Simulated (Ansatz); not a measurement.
# Ligand exchange: C3H5F3 + SiH3I → C2H2F3I + SiH3(CH3)

Species: C3H5F3 (1,1,1-trifluoropropane) `CCC(F)(F)F`, singlet; SiH3I `[SiH3]I`, singlet; C2H2F3I `FC(F)(F)CI`, singlet; SiH3(CH3) (methylsilane), singlet. The partners trade CH3 for I: C–CH3 and Si–I bonds give way to C–I and Si–CH3.

Shapes, held fixed at every level: PBE0-D4/def2-TZVP. Programs: Ansatz 0.2.0. The zero-point and thermal change to 298 K, harmonic and unscaled (PBE0-D4/def2-TZVP), is -6.4 kJ/mol.

| level | kind | ΔH(298 K) (kJ/mol) | less CCSD(T)/def2-TZVPP | CPU time (sum over the molecules) |
| --- | --- | --- | --- | --- |
| r2SCAN-D4/def2-TZVPP | meta-GGA | +101.9 | +4.3 | 40 s |
| B3LYP-D4/def2-TZVPP | global hybrid | +97.5 | -0.1 | 35 s |
| PBE0-D4/def2-TZVPP | global hybrid | +104.3 | +6.7 | 24 s |
| r2SCAN0-D4/def2-TZVPP | global hybrid | +107.9 | +10.3 | 37 s |
| wB97M-V/def2-TZVPP | range-separated hybrid | +100.9 | +3.3 | 86 s |
| MP2/def2-SVP | perturbation theory | +114.7 | +17.1 | – |
| CCSD(T)/def2-TZVPP | coupled cluster or CI | +97.6 | 0.0 | 20 min |

The highest level, CCSD(T)/def2-TZVPP, gives ΔH(298 K) = +97.6 kJ/mol; the levels span +97.5 to +114.7. The column of differences is taken from that level and isn't an error. No measured value is set beside it here. For atoms past krypton def2 sets carry core potentials with scalar relativity. Outer-core shells of I are correlated in most correlated rows, in sets that cover them unevenly. Times are processor times on shared x86 and Arm servers, and rough.

The exchange is strongly endothermic at every level, with +97.6 kJ/mol from CCSD(T), so enthalpy clearly favours iodine on silicon and methyl on carbon. The main reason is probably the Si–I bond: silicon is more electropositive than carbon, which gives this bond more ionic character and makes it considerably stronger than C–I. Replacing C–C by Si–C does not make up for that loss. The CF3 group probably adds to the cost, since it withdraws electron density from the neighbouring carbon and so disfavours a further bond to an electronegative partner.

The choice of method changes the size of the enthalpy but not its sign. B3LYP falls almost on the coupled-cluster value, but one reaction cannot show whether this is more than cancellation of errors. MP2 deviates most, possibly because of its smaller basis as well as its treatment of correlation. The reaction enthalpy says nothing about the barrier to exchange in either direction.
